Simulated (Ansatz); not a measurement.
# MoS₂: energy above lowest point as volume scale varies

Free energy against uniform scaling of the volume at fixed shape and fractions; periodic cell, basis, potentials, k mesh and filling as listed. The results are calculated, by Ansatz 0.2.0.

The cell before it is scaled or strained (space group P-3m1, No. 164):
```
CELL_PARAMETERS angstrom
3.22750 0.00000 0.00000
-1.61370 2.79510 0.00000
0.00000 0.00000 6.31250
ATOMIC_POSITIONS crystal
Mo 0.00000 0.00000 0.50000
S 0.33333 0.66667 0.25532
S 0.66667 0.33333 0.74468
```

Settings of every row: functional PBEsol; dispersion none; potentials PAW; wave cutoff 500 eV; density cutoff 2000 eV; k mesh 10x10x5; k shift 0x0x0; occupations methfessel paxton; smearing width 0.15 eV; spin none.

Limits: a layered crystal: even scaling strains the bonds within the layers, so this curve is stiffer than the crystal under pressure; coarse k mesh, up to 40 meV an atom off; the cell comes from a prototype or a list of computed structures and needn't be the stable phase.

| row | volume scale | V (Å³/atom) | energy above lowest point (meV/atom) |
| --- | --- | --- | --- |
| 1 | 0.9 | 17.084 | 56.1 |
| 2 | 0.925 | 17.558 | 23.8 |
| 3 | 0.95 | 18.033 | ? |
| 4 | 0.975 | 18.508 | 0 |
| 5 | 1 | 18.982 | 5.1 |
| 6 | 1.025 | 19.457 | 19.6 |
| 7 | 1.05 | 19.931 | 42.3 |
| 8 | 1.075 | 20.406 | 72.1 |
| 9 | 1.1 | 20.88 | 108 |

Question: what energy above lowest point should row 3 give?

Worked fit of energy above lowest point. Take u = (V_r/V)^(2/3) − 1 with V_r = 19.22 Å³ an atom, which is twice the finite (Eulerian) strain; such expansions in the strain, on which the Birch-Murnaghan equation of state is built, carry the rest volume and the bulk modulus. The shown rows have u = 0.08171, 0.06215, 0.02548, 0.00834, -0.00814, -0.02393, -0.03913, -0.05373. Least squares give energy above lowest point = 11.29 − 884.6 × u + 17240 × u² + 3669 × u³ meV/atom; a parabola predicts inner rows, each left out in turn, worse (root mean square 0.26 against 0.031 meV/atom). All shown rows lie on it to the printed digit. Its lowest point lies at u = 0.0254, or V = 18.51 Å³ an atom, and the curvature there gives the bulk modulus at fixed shape and fractions, B = (4/9)(1 + u)² E″(u)/V = 142 GPa. Letting shape and atoms relax would as a rule lower it, by much in layered, chain or molecular crystals. The withheld row has u = 0.04341, so the fit gives 11.29 − 884.6 × (0.04341) + 17240 × (0.04341)² + 3669 × (0.04341)³ = 5.7 meV/atom.

The calculation gave 5.7 meV/atom. The fit meets it to the printed digit.
